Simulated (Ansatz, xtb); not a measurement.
# Relative energy of two isomers of C2H5F3Si

We compare X, `FC(F)(F)C[SiH3]`, a singlet, with Y, `FC[C@H](F)[SiH2]F`, a singlet. Both are isolated molecules in the gas phase, relaxed with B3LYP/def2-SVP, each in the lowest conformer that the search found.

**Question.** Estimate which is lower in electronic energy at CCSD(T)/def2-SVP + ΔMP2/def2-TZVPP, and by roughly how much.

**Answer.** The CCSD(T)/def2-SVP + ΔMP2/def2-TZVPP calculation puts structure Y lower, by 84.4 kJ/mol.

The same difference at several levels:

```json
{"level": "GFN2-xTB", "geometry": "GFN2-xTB", "E(Y) − E(X) (kJ/mol)": "−108.6", "departure from the last row (kJ/mol)": "−24.3", "job, with rough time for the two": "optimisation, 0.2 s"}
{"level": "HF/STO-3G", "geometry": "GFN2-xTB", "E(Y) − E(X) (kJ/mol)": "+45.7", "departure from the last row (kJ/mol)": "+130.0", "job, with rough time for the two": "single point, 0.44 s"}
{"level": "r2SCAN-D4/def2-SVP", "geometry": "GFN2-xTB", "E(Y) − E(X) (kJ/mol)": "−32.4", "departure from the last row (kJ/mol)": "+52.0", "job, with rough time for the two": "single point, 3.6 s"}
{"level": "B3LYP/def2-SVP", "geometry": "B3LYP/def2-SVP", "E(Y) − E(X) (kJ/mol)": "−49.4", "departure from the last row (kJ/mol)": "+35.0", "job, with rough time for the two": "optimisation, 36 s"}
{"level": "HF/def2-SVP", "geometry": "B3LYP/def2-SVP", "E(Y) − E(X) (kJ/mol)": "−51.8", "departure from the last row (kJ/mol)": "+32.6", "job, with rough time for the two": "part of the CCSD(T) run"}
{"level": "MP2/def2-SVP", "geometry": "B3LYP/def2-SVP", "E(Y) − E(X) (kJ/mol)": "−47.4", "departure from the last row (kJ/mol)": "+37.0", "job, with rough time for the two": "part of the CCSD(T) run"}
{"level": "CCSD(T)/def2-SVP", "geometry": "B3LYP/def2-SVP", "E(Y) − E(X) (kJ/mol)": "−44.0", "departure from the last row (kJ/mol)": "+40.3", "job, with rough time for the two": "single point"}
{"level": "CCSD(T)/def2-SVP + ΔMP2/def2-TZVPP", "geometry": "B3LYP/def2-SVP", "E(Y) − E(X) (kJ/mol)": "−84.4", "departure from the last row (kJ/mol)": "", "job, with rough time for the two": "single point, 48 s"}
```

As drawn, Y has 1 F–Si, 1 C–H in place of 1 C–F, 1 Si–H.

HF/STO-3G puts the two in the other order. The largest departure from CCSD(T)/def2-SVP + ΔMP2/def2-TZVPP is that of HF/STO-3G, 130.0 kJ/mol. The last row adds to CCSD(T) the change of the MP2 difference between the two basis sets, here −40.3 kJ/mol, a large step that makes the value less sure.

With thermal terms from frequencies at re-optimised GFN2-xTB minima (ideal gas, soft modes damped towards free rotors, one conformer each, 298.15 K, 1 atm): the zero-point term adds +8.7 kJ/mol; ΔH is −74.9 and ΔG −78.0 kJ/mol.

The correlated steps freeze 10 core orbitals. Mirror images aren't counted in ΔG. Run with Ansatz 0.2.0, xtb 6.7.1; the last row on 2 threads of AMD EPYC 7R43 64-Core Processor (Zen 3) on a shared host.

Y is the lower isomer, and the main reason is the exchange of a C–F and an Si–H bond for an Si–F and a C–H bond. Silicon is more electropositive than carbon, so its bond to fluorine is more polar and much stronger, with added stabilisation from fluorine lone-pair donation into σ* orbitals at silicon. The preference is probably tempered by the loss of the CF3 group in X, where geminal fluorines stabilise one another through negative hyperconjugation.

With def2-SVP, Hartree–Fock, MP2 and CCSD(T) lie close together, so correlation in that basis hardly alters the balance. The basis matters far more: the reversed order with HF/STO-3G fits its lack of polarisation functions, which silicon needs to describe a strongly polar Si–F bond. The further gain with def2-TZVPP suggests that the smaller basis still underbinds this link. The sign of the difference is therefore better supported than its size. Thermal terms leave the preference intact, but it says nothing about the barriers to rearrangement or fluorosilane elimination.
